**The band gap of diamond from twelve programs**

Twelve programs computed the same diamond cell with PBE on the same k mesh. The *gap* is the lowest empty level minus the highest filled level anywhere on the mesh; the *direct gap* is the smallest such difference at one k point. A ? marks a result to be predicted.

Diamond in a fixed two-atom cell (edges 2.522 Å), computed with PBE, without spin polarisation or spin-orbit coupling, in the programs named (releases of 2025 and 2026, except OpenMX, whose release dates from the 2010s). All runs use a 13×13×13 k mesh and Fermi-Dirac smearing of 0.05 eV, and both gaps are taken on this mesh. Basis entries in plain eV are plane-wave cutoffs. Mesh, cutoffs and basis sets are usual working values, not converged limits, so each gap holds the basis and potential errors of its own run.

```csv
program,potentials,basis,gap (eV),direct gap (eV)
ABINIT,JTH PAW PBE v2.0,517 eV,?,?
GPAW,GPAW PAW data sets (gpaw data 1.2.1),800 eV,?,?
Ansatz,Ansatz PAW,420 eV,4.150,5.594
Ansatz LAPW,"all electron LAPW, scalar relativistic",0.001 eV/atom basis error,4.151,5.600
Quantum ESPRESSO,SSSP 1.3 efficiency PBE,748 eV,4.158,5.603
SIRIUS,dojo sr pbe 0.4.1 standard,1127 eV,4.200,n/a
ABACUS,PseudoDojo NC SR 0.4.1 PBE standard,1116 eV,4.200,5.624
DFTK,dojo.nc.sr.pbe.v0_4_1.standard,1116 eV,4.200,5.624
Octopus,pseudodojo_pbe,default,4.201,5.625
PySCF,DZVP MOLOPT SR/GTH PBE,default,4.287,5.607
SIESTA,"PseudoDojo 0.4 standard, converted to PSML",DZP,4.291,5.687
OpenMX,OpenMX 2013 PBE set,standard,4.308,5.686
```

**(a) The crystal and the functional are identical in all rows. What makes the known gaps differ?**

*Solution.* Diamond is a closed-shell insulator, and the smearing leaves the conduction band empty, so every row describes the same state. What differs is how the carbon core is represented and in which functions the orbitals are expanded. A row's gap can be written as a sum,

$$E_g = E_0 + \Delta_\text{pot} + \Delta_\text{basis},$$

where $E_0$ is the PBE gap on this mesh and the two offsets come from the potential and the basis. The all-electron LAPW row, 4.151 eV, has no pseudised core and serves as anchor. The median of the known rows is a poor anchor, because it only reflects that four programs without local orbitals share one family of potentials.

Those four rows isolate $\Delta_\text{pot}$. SIRIUS, ABACUS, DFTK and Octopus use PseudoDojo potentials with plane waves or a real-space grid and agree within 0.001 eV, the size of the rounding. All lie about 0.05 eV above LAPW. An offset that survives the change of program points to the potential they have in common.

The local-orbital rows, PySCF, SIESTA and OpenMX, lie 0.136 to 0.157 eV above LAPW. SIESTA uses the PseudoDojo family too, yet sits 0.091 eV above that block; its small DZP basis is the likely cause, but no larger basis tests it, and the conversion of the potential to another format may contribute. For PySCF and OpenMX, errors of basis and potential can't be separated. Theory makes this plausible: the valence top consists of bonding p states held between the atoms, whereas the conduction minimum, on the line towards the X point, has much weight in the open interstices. A few atom-centred functions describe such a state poorly, and a poorly described state tends to come out too high. Consistent with this, the gap is shifted more than the direct gap in all three rows, most strikingly in PySCF, whose direct gap is only 0.007 eV above LAPW. The pattern is no proof of a basis error, though: the PseudoDojo rows without local orbitals show it too, with shifts of 0.049 and 0.024 eV.

None of these offsets is better physics. PBE underestimates this gap: even the highest known row lies 1.2 eV under the measured value, recalled roughly as 5.5 eV. Zero-point motion, which this static lattice leaves out, lowers the measured gap, so PBE's own error is larger still. That the computed direct gaps are near 5.5 eV is a coincidence, since the measured gap is the indirect one.

**(b) Predict the ABINIT and GPAW rows, with error bars.**

*Solution.* Both are PAW calculations with plane waves. PAW maps a smooth orbital onto the all-electron one by adding back, inside a sphere round each nucleus, the difference between true and smooth partial waves. Its remaining approximations are a frozen core and a finite set of partial waves. Carbon's 1s shell is deep and compact and hardly responds to bonding, so $\Delta_\text{pot}$ should be near zero, and so should $\Delta_\text{basis}$ at a working cutoff. With germanium, whose shallow 3d shell may be frozen or treated as valence, the same argument would be much weaker. A frozen core alone doesn't set PAW apart, though: the PseudoDojo potentials freeze the 1s shell too. Their offset may come from the smoothed valence orbitals near the nucleus: they also build the density there from these, whereas PAW restores the true ones. No row tests this.

The model is the mean of the three comparable known rows: Ansatz PAW, LAPW and Quantum ESPRESSO, whose carbon file is recalled to be PAW. The bar is the 95 % Student-$t$ interval for one new member of a group of $n=3$ with standard deviation $s$. For the gap, in eV:

$$\bar E_g = \frac{4.150+4.151+4.158}{3} = 4.153,\qquad s=\sqrt{\frac{0.003^2+0.002^2+0.005^2}{2}}=0.0044,$$

$$t\,s\sqrt{1+1/n} = 4.30\times 0.0044\times\sqrt{4/3} = 0.022 .$$

The forecasts are the same for both rows:

- gap $4.153 \pm 0.022$ eV;
- direct gap $5.599 \pm 0.023$ eV;
- direct gap minus gap $1.446 \pm 0.013$ eV.

Both gaps should lie below the PseudoDojo block and nearer LAPW, and no order between ABINIT and GPAW is forecast. The bar may be narrow, because two of the three rows come from one program family. The risks are the construction of the data sets and ABINIT's lower cutoff. The mesh can miss the conduction minimum by up to about 0.05 eV, estimated with a rough recalled effective mass, but that error should be much alike in all rows.

**(c) Compare with the computed values. What do the misses mean?**

The withheld rows as computed:

```csv
program,potentials,basis,gap (eV),direct gap (eV)
ABINIT,JTH PAW PBE v2.0,517 eV,4.138,5.592
GPAW,GPAW PAW data sets (gpaw data 1.2.1),800 eV,4.143,5.598
```

*Solution.* Neither row entered the mean, and all six forecasts fall inside their bars, as the output after the text lists. The gaps miss the forecast by $-0.015$ eV for ABINIT and $-0.010$ eV for GPAW. Both lie below the PseudoDojo block and nearer LAPW, as predicted. The median of the known rows would have been about 0.06 eV too high, so sorting by potential and basis beat a vote among programs.

The misses are not negligible, though. Both gaps fall below all three rows of the group, and the forecast did not foresee that common sign. The first table, sorted by gap, hinted at it by placing the two rows on top, but the forecast made no use of this. The LAPW value alone would have been slightly closer, with misses of $-0.013$ and $-0.008$ eV. The narrow spread of the three rows understated the scatter among PAW runs, and it was the large $t$ factor for so small a group that kept the bar wide enough.

The direct gaps were hit more closely, with misses of $-0.007$ eV for ABINIT and $-0.001$ eV for GPAW, the latter at the size of the rounding. Direct gap minus gap consequently came out 0.008 and 0.009 eV above its forecast, higher than in any known row. In these two rows the indirect gap is again shifted more than the direct one. That is no general rule: Ansatz differs from LAPW by only 0.001 eV in the gap, but by 0.006 eV in the direct gap. Cutoff alone does not order the rows: GPAW is low at 800 eV, while Ansatz matches LAPW at 420 eV, although cutoffs of different data sets are only loosely comparable.

The gap thus varies by up to two hundredths of an eV among the PAW runs and lies more than a tenth higher in the local-orbital runs, while the functional puts all of them more than 1 eV too low. The last hundredth remains open. The LAPW basis is converged on the energy per atom, which depends on filled states only, so its conduction minimum is not controlled by that criterion. Are the ABINIT and GPAW gaps about 0.01 eV low, through data set or cutoff, or is the anchor itself about 0.01 eV high? Runs with higher cutoffs and a larger LAPW basis would narrow this down.

Printed output of the fit:

```
All energies in eV; table rounding +-0.0005, differences +-0.001
Known rows: gap - LAPW, direct - LAPW, direct - indirect
  Ansatz            -0.001  -0.006  1.444
  Ansatz LAPW       +0.000  +0.000  1.449
  Quantum ESPRESSO  +0.007  +0.003  1.445
  SIRIUS            +0.049  none  none
  ABACUS            +0.049  +0.024  1.424
  DFTK              +0.049  +0.024  1.424
  Octopus           +0.050  +0.025  1.424
  PySCF             +0.136  +0.007  1.320
  SIESTA            +0.140  +0.087  1.396
  OpenMX            +0.157  +0.086  1.378
Range of known gaps: 0.158 (3.8 % of LAPW gap)
PAW and all-electron: gap mean 4.153 range 0.008; direct mean 5.599 range 0.009; offsets to LAPW +0.002, -0.001
PseudoDojo, no local orbitals: gap mean 4.200 range 0.001; direct mean 5.624 range 0.001; offsets to LAPW +0.049, +0.024
local orbitals: gap mean 4.295 range 0.021; direct mean 5.660 range 0.080; offsets to LAPW +0.144, +0.060
SIESTA less PseudoDojo block: gap +0.091, direct +0.063
Leave-one-out misses of gap in PAW/all-electron group: Ansatz -0.005, Ansatz LAPW -0.003, Quantum ESPRESSO +0.008
a = 3.566 A; mesh points on Gamma-X at fractions 0.615, 0.769, 0.923
Largest mesh miss of conduction minimum (half spacing, rough mass 1.5): 0.05 eV
Fermi-Dirac occupation at conduction edge, level at midgap: 9e-19
Rough recalled measured gap 5.5 less LAPW: 1.3; less highest known row: 1.2
Forecasts (group mean, 95 % interval, t = 4.30, n = 3), same for each withheld row
  gap               4.153 +- 0.022 (s = 0.0044); median of known 4.200; LAPW 4.151
  direct gap        5.599 +- 0.023 (s = 0.0046); median of known 5.624; LAPW 5.600
  direct - indirect 1.446 +- 0.013 (s = 0.0026); median of known 1.424; LAPW 1.449
Withheld rows: computed, miss (computed - forecast), misses of median and of LAPW
  ABINIT gap: 4.138, miss -0.015 = 0.69 bars (inside); median -0.062; LAPW -0.013
  ABINIT direct gap: 5.592, miss -0.007 = 0.31 bars (inside); median -0.032; LAPW -0.008
  ABINIT direct - indirect: 1.454, miss +0.008 = 0.61 bars (inside); median +0.030; LAPW +0.005
  ABINIT gap less PseudoDojo block: -0.062
  GPAW gap: 4.143, miss -0.010 = 0.46 bars (inside); median -0.057; LAPW -0.008
  GPAW direct gap: 5.598, miss -0.001 = 0.04 bars (inside); median -0.026; LAPW -0.002
  GPAW direct - indirect: 1.455, miss +0.009 = 0.68 bars (inside); median +0.031; LAPW +0.006
  GPAW gap less PseudoDojo block: -0.057
ABINIT less GPAW, gap: -0.005
ABINIT less GPAW, direct gap: -0.006
```
